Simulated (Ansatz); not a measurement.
## 4 guesses for B3C2 and where they end

Theory: DFT PBE, scalar-relativistic, plane waves, PAW (Ansatz 0.2.0). All cells share a 420 eV cutoff and Γ-centred k meshes spaced about 0.3 Å⁻¹ or finer (0.25 for metals, 2π included). No spin polarisation in the final relaxations.

Each guess was relaxed in cell and atoms at zero pressure, within the symmetry of its start. All energies are static (0 K, no zero-point motion). Coordination counts C atoms around B (those within 1.25 times the shortest such distance or 1.15 times the sum of covalent radii, 1.27 where that leaves under three; the shortest distance is added where it exceeds 1.18 times the sum of covalent radii; a slash parts the counts of unlike sites).

```tsv
guess	made from	start group	V start (Å³/atom)	end group	V end (Å³/atom)	coordination at the end	gap on mesh (eV)	E over the lowest end (meV/atom)
1	a cell proposed by chemical analogy	I-4m2	8.4	I-4m2	7.1	B 2/4/8 from 2.8 Å	0	297
2	a cell proposed by chemical analogy	Cmmm	9.7	Cmmm	8.0	B 1/2/3	0	339
3	a cell proposed by chemical analogy	R3m	8.4	?	?	?	?	?
4	Li3Ga2 type	R-3m	10.5	R-3m	9.4	B 2/3	0	0
```

Guess 3 as it starts:

```cif
data_structure
_symmetry_space_group_name_H-M 'R3m:H'
_symmetry_Int_Tables_number 160
_cell_length_a 5.8768
_cell_length_b 5.8768
_cell_length_c 12.5931
_cell_angle_alpha 90.000
_cell_angle_beta 90.000
_cell_angle_gamma 120.000
_cell_volume 376.65
loop_
_atom_site_label
_atom_site_type_symbol
_atom_site_symmetry_multiplicity
_atom_site_Wyckoff_symbol
_atom_site_fract_x
_atom_site_fract_y
_atom_site_fract_z
_atom_site_occupancy
B1 B 9 b 0.22733 0.77267 0.77967 1
B2 B 9 b 0.66600 0.83300 0.02700 1
B3 B 9 b 0.49967 0.50033 0.30633 1
C1 C 9 b 0.43933 0.56067 0.55367 1
C2 C 3 a 0.33333 0.66667 0.16667 1
C3 C 3 a 0.33333 0.66667 0.04767 1
C4 C 3 a 0.33333 0.66667 0.28567 1
```

Task: Predict the end of this guess and its energy over the lowest end.

Result: It ends in space group R3m (No. 160), with a = 5.743 Å, c = 11.737 Å, 7.5 Å³/atom and no gap. It lies 212 meV/atom over the lowest end, above guess 4 and below guess 1. Counting C atoms around B, this end has B 1/2/3 and the lowest (guess 4) has B 2/3. This end holds B–B units of three or more atoms (shortest 1.77 Å) and C–C units of three or more atoms (shortest 1.31 Å); in the lowest (guess 4) the shortest B–B distance is 2.22 Å, near bonding range too and the shortest C–C distance is 2.74 Å.

```
CELL_PARAMETERS angstrom
2.87166 1.65795 3.91243
-2.87166 1.65795 3.91243
0.00000 -3.31590 3.91243
ATOMIC_POSITIONS crystal
B 0.01278 0.32096 0.01278
B 0.32096 0.01278 0.01278
B 0.01278 0.01278 0.32096
B 0.67527 0.20012 0.20012
B 0.20012 0.20012 0.67527
B 0.79710 0.27178 0.79710
B 0.27178 0.79710 0.79710
B 0.79710 0.79710 0.27178
B 0.20012 0.67527 0.20012
C 0.04624 0.59765 0.04624
C 0.59765 0.04624 0.04624
C 0.04624 0.04624 0.59765
C 0.50757 0.50757 0.50757
C 0.39555 0.39555 0.39555
C 0.61876 0.61876 0.61876
```

Energies over the elements count from the elements' standard structures at the same level, with no fitted energy shifts.

Task: Is the lowest end bound against the elements?

Result: No: its formation energy is +0.20 eV/atom. The separate elements lie lower, so it is unstable against them.

Weakly bound directions are ill-defined at this level, which has no dispersion term (R-3m, Cmmm), and this can change margins and order among such cells. In R-3m, R3m an odd number of electrons in the primitive cell allows no gap without spin; a larger cell or a magnetic state could open one. A magnetic state wasn't ruled out in cells without spin, among them R3m. The reference form of C is held partly by dispersion forces, which this level lacks. With atoms moved at random, R-3m (by 18 meV/atom) fell into a lower structure. Without a clear test, and held by symmetry: R3m, I-4m2 and Cmmm. A lower structure may well exist outside this small set. Some types were kept out of the candidates beforehand, so the set may lack a known form.

The lowest end is also the least dense, but energy doesn't simply follow volume: Cmmm is looser than R3m and I-4m2, yet lies highest. Bonding separates the two best ends more clearly. R-3m keeps its carbon atoms apart and relies on B–C contacts, whereas R3m contains a linear, cumulene-like C3 unit alongside short B–B bonds. Mixed B–C bonding, with carbon drawing charge from the more electropositive boron, probably favours the former.

Even so, R-3m is unbound against the elements, and the 18 meV/atom gained on disturbing it is far too little to reverse that. Electron-poor boron is best served by multicentre bonding in icosahedra, as in the known boron carbides, which are richer in boron than B3C2. The long B–B contacts in R-3m rule out such clusters, which probably accounts for much of its positive formation energy. The result therefore counts against this particular framework, not against boron–carbon compounds in general.
